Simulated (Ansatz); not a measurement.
Abstraction of F: C3H8BF + C2HF2Si → C3H8B + C2HF3Si

Gas-phase species: C3H8BF `CCB(C)F`, singlet; C2HF2Si `C#C[Si](F)F`, doublet; C3H8B `C[B]CC`, doublet; C2HF3Si `C#C[Si](F)(F)F`, singlet. A radical takes F: the energy is the difference in strength between the B–F bond broken and the Si–F bond made.

Shapes, held fixed at every level: PBE0-D4/def2-TZVP. Flexible molecules stand in one conformer, not always the lowest. Programs: Ansatz 0.2.0. The zero-point and thermal change to 298 K, harmonic and unscaled (PBE0-D4/def2-TZVP), is -3.9 kJ/mol.

```csv
level,kind,ΔH(298 K) (kJ/mol),less CCSD(T)/CBS estimate
HF/def2-TZVPP,Hartree–Fock,+11.9,-6.8
r2SCAN-D4/def2-TZVPP,meta-GGA,+25.7,+7.0
PBE0-D4/def2-TZVPP,global hybrid,+32.0,+13.3
B2PLYP/def2-TZVPP,double hybrid,+28.7,+10.0
CCSD(T)/def2-SVP,coupled cluster or CI,+53.3,+34.6
CCSD/def2-TZVPP,coupled cluster or CI,+19.6,+0.9
CCSD(T)/CBS estimate,coupled cluster or CI,+18.7,0.0
```

The highest level, CCSD(T)/CBS estimate, gives ΔH(298 K) = +18.7 kJ/mol; the levels span +11.9 to +53.3. The column of differences is taken from that level and isn't an error. No measured value is set beside it here. Open shells run unrestricted. The CBS estimate extrapolates MP2 from def2-TZVPP and def2-QZVPP and adds CCSD(T) − MP2 in the triple-zeta set, cores frozen.

Every level makes the fluorine transfer endothermic, so the B–F bond of the dialkylfluoroborane is stronger than the Si–F bond formed in the ethynyltrifluorosilane. Both bonds are strong and highly polar, and the modest +18.7 kJ/mol is a small difference between two large quantities. The boron side probably gains its edge from donation of a fluorine lone pair into the empty boron p orbital, a π contribution lost when the boryl radical forms; the corresponding donation into Si–X σ* orbitals is generally weaker.

The sign is secure, but the magnitude depends strongly on the basis. The +53.3 kJ/mol from coupled cluster in the small set most likely reflects too few polarisation functions on silicon and fluorine, which would underbind the fluorine-rich silane in particular. In the same triple-zeta basis, correlation at the CCSD level raises the Hartree–Fock value from +11.9 to +19.6 kJ/mol, so it favours the reactants on balance. The reaction enthalpy alone doesn't establish how readily the silyl radical would abstract fluorine, since that depends on the barrier.
